# Fractional and irrational soliton charge

## 1. Model and conventions

**Premises.** (i) One orbital per site, spacing $a$, independent electrons, each spin species treated separately. (ii) The lattice distortion is a classical field, static or slowly switched. (iii) Far from the wall the chain is periodic and gapped at the Fermi level, at $T=0$. Per spin,

$$H=-\sum_n (t_0+\delta t_n)\,(c_n^\dagger c_{n+1}+\text{h.c.})+\sum_n V_n\,c_n^\dagger c_n ,$$

with $\delta t_n$ and $V_n$ of zero cell average. The electron charge is $-e$, $e>0$. A uniform background of $+e\nu_0$ per site and spin, $\nu_0=k_Fa/\pi$, makes each domain neutral.

**Charge of a wall.** A sharp cut through a cell picks up part of the cell dipole. Therefore use $N_f=\sum_n f_n c_n^\dagger c_n$, with $f=1$ around the wall and linear ramps to zero, each over whole cells, far inside the two domains. Then $Q=e\sum_n f_n\nu_0-e\langle N_f\rangle$.

**Continuum form.** Put $c_n=\sqrt a\,[e^{ik_Fna}\psi_R+e^{-ik_Fna}\psi_L]$ and linearise $-2t_0\cos ka$ at $\pm k_F$, so $\hbar v=2t_0a\sin k_Fa$. With $g_q=N^{-1}\sum_n g_ne^{-iqna}$, the matrix element between the plane waves at $+k_F$ and $-k_F$ is

$$\Delta\equiv|\Delta|e^{i\theta}=\langle R|H|L\rangle=V_{2k_F}-2e^{-ik_Fa}\,\delta t_{2k_F},$$

since both hops on bond $n$ carry the phase $e^{-ik_F(2n+1)a}$. In the basis $(\psi_R,\psi_L)$,

$$\mathcal H=-i\hbar v\,\sigma_3\partial_x+|\Delta|(\cos\theta\,\sigma_1-\sin\theta\,\sigma_2).\tag{1}$$

A pure site modulation reads $V=2|\Delta|\cos(2k_Fx+\theta)$, which fixes the sign of $\theta$. A uniform domain has $E=\pm\sqrt{(\hbar vk)^2+|\Delta|^2}$.

**Half filling.** $k_Fa=\pi/2$, $V_n=(-1)^nm$, $\delta t_n=(-1)^n\delta$ give

$$\Delta=m+i\Delta_b,\qquad \Delta_b=2\delta .\tag{2}$$

Even sites (A) have energy $+m$, odd sites (B) $-m$. The full gap is $2\sqrt{m^2+\Delta_b^2}$. The case $m=0$ is the chain of Su, Schrieffer and Heeger (1979); $m\neq0$ is that of Rice and Mele (1982).

**Translation.** Shifting the pattern one site to the right, $g_n\to g_{n-1}$, multiplies $g_{2k_F}$ by $e^{-2ik_Fa}$:

$$\theta\to\theta-2\pi\nu_0 .\tag{3}$$

## 2. Current driven by a slow change of the gap

Take a uniform chain, $H(k,t)=\mathbf d\cdot\boldsymbol\sigma$, $E=|\mathbf d|$, lower band $|-\rangle$ full.

1. Write the state as $e^{iEt/\hbar}(|-\rangle+c\,|+\rangle)$. Project the Schrödinger equation on $\langle+|$ and drop $\dot c$ and $c\langle+|\partial_t+\rangle$, both second order in the rate: $i\hbar\langle+|\partial_t-\rangle=2Ec$.
2. Differentiate $H|-\rangle=-E|-\rangle$ and project: $\langle+|\partial_t-\rangle=-\langle+|\partial_tH|-\rangle/2E$. Hence $c=-i\hbar\langle+|\partial_tH|-\rangle/4E^2$.
3. The velocity operator is $\hbar^{-1}\partial_kH$. Its change is
$$\delta v=\frac{2}{\hbar}\mathrm{Re}\,[c\,\langle-|\partial_kH|+\rangle]=\frac{\mathrm{Im}\,X}{2E^2},\qquad X=\mathrm{Tr}\,[P_-\,\partial_kH\,P_+\,\partial_tH].$$
4. Use $P_+=1-P_-$; the $P_-$ term is a product of two real expectation values. With $(\mathbf a\cdot\boldsymbol\sigma)(\mathbf b\cdot\boldsymbol\sigma)=\mathbf a\cdot\mathbf b+i(\mathbf a\times\mathbf b)\cdot\boldsymbol\sigma$ and $\mathrm{Tr}[P_-\boldsymbol\sigma]=-\mathbf d/E$, one has $\mathrm{Im}X=-\mathbf d\cdot(\partial_k\mathbf d\times\partial_t\mathbf d)/E$.
5. The zeroth-order velocities $-\hbar^{-1}\partial_kE$ sum to zero over a full band. The particle current per spin is
$$j=-\int\frac{dk}{2\pi}\,\frac{\mathbf d\cdot(\partial_k\mathbf d\times\partial_t\mathbf d)}{2E^3}.\tag{4}$$

For (1), $\mathbf d=(|\Delta|\cos\theta,-|\Delta|\sin\theta,\hbar vk)$.

- Amplitude change: $\mathbf d$, $\partial_k\mathbf d$ and $\partial_{|\Delta|}\mathbf d$ are coplanar, so there is no current.
- Phase change: $\partial_k\mathbf d\times\partial_\theta\mathbf d=\hbar v|\Delta|(\cos\theta,-\sin\theta,0)$, and the triple product is $\hbar v|\Delta|^2\dot\theta$.

With $\varepsilon=\hbar vk$ and $\int_{-\infty}^{\infty}|\Delta|^2(\varepsilon^2+|\Delta|^2)^{-3/2}d\varepsilon=2$,

$$j=-\frac{\dot\theta}{2\pi}.\tag{5}$$

Neither $v$ nor $|\Delta|$ survives. Consistency: the pattern $\cos(2k_Fx+\theta)$ moves at $-\dot\theta/2k_F$, and carrying the density $k_F/\pi$ with it gives (5).

## 3. The bound charge

**Local form.** If $\Delta(x,t)$ varies little over $\hbar v/|\Delta|$, (5) holds locally. Continuity, $\partial_tn=-\partial_xj$, integrated from a uniform state gives

$$\delta n(x)=\frac{1}{2\pi}\,\partial_x\theta ,$$

the result of Goldstone and Wilczek (1981).

**Total charge, any wall shape.** Let $J_n$ be the current from site $n$ to $n+1$.

1. The equation of motion gives $\dot N_f=\sum_n(f_{n+1}-f_n)J_n$. For linear ramps over whole cells this is $j_{\rm left}-j_{\rm right}$, with $j$ the bond-averaged current. This is the current of (4), provided the Bloch phases $e^{ikna}$ refer to the true site index.
2. Start from the uniform state $\theta_L$, where $Q=0$. Build the wall slowly: keep the far left fixed, and take the far right uniformly from $\theta_L$ to $\theta_R$ with its gap open.
3. The density matrix of a gapped state decays on the scale $\hbar v/|\Delta|$. At the ramps the currents are those of uniform chains up to exponentially small terms: $j_{\rm left}=0$, $j_{\rm right}=-\dot\theta/2\pi$. Higher orders in the rate vanish for slow switching.
4. The final state has full valence bands in both domains. Any other such state differs by the occupation of levels bound to the wall, that is by whole electrons. A different path changes $\theta_R-\theta_L$ by a multiple of $2\pi$, again an integer.

Per spin species,

$$\boxed{Q=-e\,\frac{\theta_R-\theta_L}{2\pi}\pmod e}\tag{6}$$

**Sharpness.** For a Slater determinant with projector $P$,
$$\mathrm{Var}\,N_f=\mathrm{Tr}[fPf(1-P)]=\tfrac12\sum_{nn'}(f_n-f_{n'})^2|P_{nn'}|^2 ,$$
so only the ramps contribute. On a ramp of length $L$, $f=\pm x/L+$ const, and $x\to i\partial_k$ between bands gives $L^{-1}\int\frac{dk}{2\pi}|\langle+|\partial_k-\rangle|^2$. The vector $\mathbf d$ turns in a plane at the rate $\hbar v|\Delta|/E^2$, and the matrix element is half of that. The integral is $\xi/16$, $\xi=\hbar v/|\Delta|$. Two ramps and two spins give

$$\mathrm{Var}\,N_f=\frac{\xi}{4L}\qquad(L\gg\xi).\tag{7}$$

It vanishes as $L\to\infty$ and is the same with or without the wall. The fraction is a sharp value, not an average over integer outcomes at the wall.

## 4. Bond kink in the AB chain

Let $\Delta_b$ go from $+\Delta_0$ (left) to $-\Delta_0$ (right) at fixed $m>0$.

**No level crosses zero.** Write $H=m\Gamma+H_0$, with $\Gamma=(-1)^n$ on the lattice and $\sigma_1$ in (1). The amplitude on site $n$ is $i^n[\psi_R+(-1)^n\psi_L]$, so $\sigma_1=+1$ is sublattice A. $H_0$ connects only A with B, so $\Gamma H_0=-H_0\Gamma$ and $H^2=m^2+H_0^2\ge m^2$. The integer in (6) is thereby fixed: the path at constant $m$ yields the state with all $E<0$ levels full.

**Charge.** By (2), $\theta$ runs from $+\theta_0$ to $-\theta_0$ through zero, $\theta_0=\arctan(\Delta_0/m)$:

$$Q=+\frac{e}{\pi}\arctan\frac{\Delta_0}{m}\quad\text{per spin}.\tag{8}$$

This takes any value between $0$ and $e/2$ and is generically irrational (Jackiw and Semenoff 1983). No symmetry fixes it. The domains are mirror images, not translates.

**Bound level.** Try $\phi(x)\chi_s$ with $\sigma_1\chi_s=s\chi_s$. Since $\sigma_3\chi_s=\chi_{-s}$ and $\sigma_2=i\sigma_1\sigma_3$, $\sigma_2\chi_s=-is\chi_{-s}$. The condition $(-i\hbar v\sigma_3\partial_x-\Delta_b\sigma_2)\phi\chi_s=0$ becomes

$$\hbar v\,\phi'=s\,\Delta_b(x)\,\phi,\qquad E=sm .\tag{9}$$

For the kink above only $s=+1$ is normalisable: a level at $+m$ on A sites, empty in (8). Filling it gives $Q-e$. The antikink has $s=-1$, a level at $-m$ on B sites, and charge $-Q$ when it is full. With both spins the kink has $2Q$, $2Q-e$, $2Q-2e$ and spin $0,\tfrac12,0$.

**Lattice value.** In the (A,B) basis $H_{AB}=-(t_0+\delta)e^{iq}-(t_0-\delta)e^{-iq}=d_1-id_2$, $q=ka\in[0,\pi)$. So $\mathbf d=(-W\cos q,\ \Delta_b\sin q,\ m)$ with $W=2t_0$, and $\mathbf d\cdot(\partial_q\mathbf d\times\partial_{\Delta_b}\mathbf d)=Wm\sin^2q$. Insert in (4), use $Q=e\int j_{\rm right}\,dt$ and $\int_0^{\Delta_0}(b^2+y^2\sin^2q)^{-3/2}dy=\Delta_0/[b^2(b^2+\Delta_0^2\sin^2q)^{1/2}]$ with $b^2=m^2+W^2\cos^2q$:

$$\frac{Q_{\rm lat}}{e}=\frac{1}{2\pi}\int_0^\pi\!\frac{W m\Delta_0\sin^2q\;dq}{(m^2+W^2\cos^2q)\sqrt{m^2+W^2\cos^2q+\Delta_0^2\sin^2q}} .\tag{10}$$

Put $\varepsilon=W\cos q$, $D^2=m^2+\Delta_0^2$:

$$\frac{Q_{\rm lat}}{e}=\frac1\pi\int_0^W\!\frac{m\Delta_0\sqrt{1-\varepsilon^2/W^2}\;d\varepsilon}{(m^2+\varepsilon^2)\sqrt{D^2+\varepsilon^2(1-\Delta_0^2/W^2)}} .$$

For $W\to\infty$ the antiderivative is $\arctan[\Delta_0\varepsilon/(m\sqrt{D^2+\varepsilon^2})]$, which returns (8) without any cutoff assumption. At order $W^{-2}$ four pieces appear, in units of $m\Delta_0/2\pi W^2$: $1-m\theta_0/\Delta_0$ from the factor $1-\Delta_0^2/W^2$; $-[\ln(2W/D)-m\theta_0/\Delta_0]$ from the term $-\varepsilon^2/2W^2$ of the upper root; $-(\ln2-\tfrac12)$ from the rest of that root, where the denominator is $\varepsilon^3$; and $-1$ from the missing range $\varepsilon>W$. Their sum is

$$\frac{Q_{\rm lat}}{e}\simeq\frac{\theta_0}{\pi}-\frac{m\Delta_0}{2\pi W^2}\Big[\ln\frac{4W}{D}-\frac12\Big].\tag{11}$$

**Test in the dimer limit.** For $\Delta_0=W$ the weak bonds vanish, and (10) gives $\tfrac12(1-m/D)$. Directly: the chain is (AB)(AB) A (BA)(BA). Each dimer holds one electron whose centroid lies $am/2D$ from the dimer centre towards B. Across the empty A site the centroids are $3a-am/D$ apart instead of $2a$. The deficit is $(a-am/D)/2a$, the same value.

## 5. Dimerised chain: one half per spin

At $m=0$ the phase jumps by $\pm\pi$ and the path of Section 4 closes the gap. The limits of (8) and (9) decide: $m\to0^+$ leaves the level empty, $Q=+e/2$; $m\to0^-$ puts it below zero and fills it, $Q=-e/2$. The correction in (11) vanishes with $m$. This is the half charge of Jackiw and Rebbi (1976).

**Site-resolved proof.** At $m=0$, $\Gamma H\Gamma=-H$, so $\psi_{-E}(n)=(-1)^n\psi_E(n)$. Let $\phi_0$ be the single zero mode near the wall. Completeness reads $1=2\sum_{E<0}|\psi_E(n)|^2+|\phi_0(n)|^2$. With occupation $\nu_\sigma\in\{0,1\}$ of the zero mode, the charge on site $n$ is

$$\rho_{n\sigma}=e\Big[\tfrac12-\langle n_{n\sigma}\rangle\Big]=e\,|\phi_0(n)|^2\Big(\tfrac12-\nu_\sigma\Big).\tag{12}$$

The valence band has lost half a state per spin, and the conduction band the other half. The loss has exactly the shape of the zero mode. Summing over $n$: $Q_\sigma=e(\tfrac12-\nu_\sigma)$. A spinless chain has solitons of charge $\pm e/2$.

**Both spins.** $Q=e(1-\nu_\uparrow-\nu_\downarrow)$, $S_z=\tfrac12(\nu_\uparrow-\nu_\downarrow)$ in units of $\hbar$.

| state | $\nu_\uparrow,\nu_\downarrow$ | $Q_\uparrow+Q_\downarrow$ | $Q$ | spin |
|---|---|---|---|---|
| S$^+$ | 0, 0 | $e/2+e/2$ | $+e$ | 0 |
| S$^0$ | 1, 0 (or 0, 1) | $-e/2+e/2$ | $0$ | 1/2 |
| S$^-$ | 1, 1 | $-e/2-e/2$ | $-e$ | 0 |

The halves are hidden in the total charge. They show as a reversed spin-charge relation: charged solitons are spinless and the neutral one has spin 1/2. No single added electron or hole has these quantum numbers.

## 6. Trimerised chain

One-third-filled band: $\nu_0=1/3$, $k_Fa=\pi/3$, period $3a$. The three ground states are translates, and by (3) their phases differ by $2\pi/3$.

**Fraction.** For the wall whose right side is shifted by $+a$, $\theta_R-\theta_L=-2\pi/3$, and (6) gives $+e/3$ per spin, $+2e/3$ for both, modulo $e$.

**Integers.** A constant shift of $\theta$ is a rotation about $\sigma_3$ and leaves the spectrum of (1) unchanged. Choose $\theta_{L,R}=\pm\pi/3$. A wall along the chord between the two points (an abrupt step is one) is the kink of Section 4 with $m=|\Delta|\cos(\pi/3)$, $\Delta_0=|\Delta|\sin(\pi/3)$. Equation (8) gives $e/3$ per spin with the level at $+|\Delta|/2$ empty. The antiwall has $-e/3$ per spin with the level at $-|\Delta|/2$ full. Other profiles move the level but not the charges.

| electrons in level | wall | antiwall | spin |
|---|---|---|---|
| 0 | $+2e/3$ | $+4e/3$ | 0 |
| 1 | $-e/3$ | $+e/3$ | 1/2 |
| 2 | $-4e/3$ | $-2e/3$ | 0 |

These are the charges $\pm e/3$, $\pm2e/3$, $\pm4e/3$ of Su and Schrieffer (1981).

**Exactness by counting.** A ring of $3M+1$ sites holds one such wall. Its total charge is $e[\tfrac23(3M+1)-N_e]=\tfrac23e$ modulo $e$. The rest of the ring is a single domain, neutral per cell, and the dipole terms of the two ramps cancel there. All the charge is at the wall. The argument uses neither the continuum limit nor independent electrons. For the dimerised chain an odd ring gives $e(N/2-N_{e\sigma})$ per spin, a half-integer.

## 7. Range of validity

- **Local form:** needs $\hbar v|\partial_x\Delta|\ll|\Delta|^2$ everywhere. It fails at the centre of an $m=0$ kink, where $|\Delta|=0$; there (12) gives the density.
- **Total charge (6):** needs only gapped domains, walls and ramps separated by many $\xi$, and $|\Delta|\ll W$. The wall itself may be abrupt.
- **Rational charges** ($e/2$ per spin, thirds) follow from counting. They survive lattice corrections and interactions as long as the domains stay gapped, degenerate and related by translation.
- **Irrational charge (8)** is unprotected. It shifts by (11), with interactions, and with any difference in polarisation of the other bands between the two domains.
- **Degeneracy:** if the two bond patterns differ in energy, or chains are coupled, walls are confined in pairs, and the phase changes of a pair add to a multiple of $2\pi$.
- **Temperature:** $k_BT\ll|\Delta|$, and a definite occupation of the bound level.
- **Electron repulsion.** Add $U\sum_n(n_{n\uparrow}-\tfrac12)(n_{n\downarrow}-\tfrac12)$. In first order at frozen profile, (12) gives the shift $U_{\rm eff}(\nu_\uparrow-\tfrac12)(\nu_\downarrow-\tfrac12)$, $U_{\rm eff}=U\sum_n|\phi_0(n)|^4$. Thus $E(\mathrm S^+)+E(\mathrm S^-)-2E(\mathrm S^0)=U_{\rm eff}$, which is zero in the independent-electron model. The charges stay; energies and site densities do not.

## 8. Illustration: trans-polyacetylene

One $\pi$ electron per CH unit, all sites equivalent: $\nu_0=1/2$, $m=0$. Typical inputs: $t_0=2.5$ eV, $\Delta_0=0.70$ eV, $a=1.22$ Å (spacing along the chain axis). They are chosen to give a typical $\pi$ bandwidth $4t_0=10$ eV and gap $2\Delta_0=1.4$ eV. All numbers below are the model's.

- Domains: $\delta=0.35$ eV, hoppings $2.85$ and $2.15$ eV, $W=5.0$ eV.
- Scales: $\hbar v=Wa=6.1$ eV Å, $\xi=\hbar v/\Delta_0=8.7$ Å $=7.1\,a$. Lattice corrections are of relative order $(\Delta_0/W)^2=0.02$. At 300 K, $k_BT=0.026$ eV and $\Delta_0/k_BT=27$.
- Profile, taken as given: $\Delta_b=-\Delta_0\tanh(x/\xi)$, the self-consistent continuum kink of Takayama, Lin-Liu and Maki (1980). The total charge does not depend on it.
- Zero mode from (9): $|\phi|^2=\mathrm{sech}^2(x/\xi)/2\xi$. It lives on even sites, one per $2a$, so $|\phi_0(n)|^2=(a/\xi)\,\mathrm{sech}^2(na/\xi)$ for even $n$ and zero for odd $n$.

Central site, weight $a/\xi=0.14$. Each spin contributes $\pm0.070\,e$ by (12). In S$^+$ the two add to $+0.14\,e$, in S$^-$ to $-0.14\,e$, and in S$^0$ they cancel, on this and on every other site. Summed over the wall, the halves give $+e$, $-e$ and $0$. The full width at half maximum is $2\xi\,\mathrm{arcosh}\sqrt2=15$ Å, about 13 spacings, and the fraction within $|x|<\xi$ is $\tanh1=0.76$. With ramps of $L=100\,a$, (7) gives an rms fluctuation of $0.13\,e$, falling as $L^{-1/2}$.

Hypothetical AB variant, same $t_0$ and $\Delta_0$, $m=0.35$ eV: (8) gives $0.352\,e$ per spin, the correction in (11) is $-0.0043\,e$, and the integral (10) gives $0.348\,e$. The halves no longer add to integers: the spinful kink has $+0.70\,e$, $-0.30\,e$ or $-1.30\,e$.

Size of the neglected repulsion at $m=0$: $\sum_n|\phi_0|^4=(1/2a)(a/\xi)^2(4\xi/3)=2a/3\xi=0.093$. An illustrative $U=3$ eV gives $U_{\rm eff}=0.28$ eV, a fraction $0.40$ of $\Delta_0$. This is not small, so the site values are only indicative. The model puts no spin on the odd sites of S$^0$. The typical picture of the real polymer has spin density of opposite sign there, of order a third of that on the even sites, a correlation effect that the model misses entirely. The totals, $Q=0$ with spin 1/2 and $Q=\pm e$ with spin 0, rest on counting and are unaffected.